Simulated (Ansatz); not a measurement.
## VSi: pressure against volume scale

Results calculated with Ansatz 0.2.0, not measured. Periodic Kohn-Sham DFT of a crystal at fixed atoms, scaled to volume_scale times the given cell; pressure positive in compression, energy less spherical unpolarised free atoms, largest_vzz the field gradient of largest size among the nuclei.

The cell before it is scaled or strained (space group Fm-3m, No. 225):
```
cell vectors (Å)
   0.0000     2.4437     2.4437
   2.4437     0.0000     2.4437
   2.4437     2.4437     0.0000
atoms (fractions of the cell vectors)
V   0.00000  0.00000  0.00000
Si  0.50000  0.50000  0.50000
```

Settings of every row: method frozen-core PAW; functional PBE; relativity scalar; k mesh 13x13x13; filling fermi-dirac; smearing width 0.03 eV; wave cutoff 420 eV; paw set soft_2.

Atom:
| element | start moment (bohr magneton) |
| --- | --- |
| V | 1.5 |
| Si | 0 |

Limits: the cell comes from a prototype or a list of computed structures and needn't be the stable phase.

| row | volume scale | V (Å³/atom) | pressure (GPa) |
| --- | --- | --- | --- |
| 1 | 0.96 | 14.009 | 6.151 |
| 2 | 0.98 | 14.301 | 2.932 |
| 3 | 1 | 14.592 | ? |
| 4 | 1.02 | 14.885 | -2.629 |
| 5 | 1.04 | 15.177 | -5.025 |

Cell moment is 0 bohr magneton in every row.

Question: what pressure should row 3 give?

Worked fit of pressure. Take u = (V_r/V)^(2/3) − 1 with V_r = 14.593 Å³ an atom, which is twice the finite (Eulerian) strain; such expansions in the strain, on which the Birch-Murnaghan equation of state is built, carry the rest volume and the bulk modulus. The shown rows have u = 0.0276, 0.01357, -0.01312, -0.02582. Least squares give pressure = 0.0138 + 208.268 × u + 509.5 × u² GPa; a straight line predicts inner rows, each left out in turn, worse (root mean square 0.21 against 0.0047 GPa). The rows lie off it by 0.001, -0.002, 0.002, -0.001. The pressure vanishes at u = -0.0001, or V = 14.59 Å³ an atom, and there the bulk modulus at fixed shape and fractions is B = −V dP/dV = (2/3)(1 + u) dP/du = 139 GPa. The withheld row has u = 5e-05, so the fit gives 0.0138 + 208.268 × (5e-05) + 509.5 × (5e-05)² = 0.024 GPa.

The calculation gave 0.015 GPa. The fit lies 0.009 GPa (60 % of the value, 0.081 % of the column's range) above it; its largest miss of a shown row is 0.002 GPa.
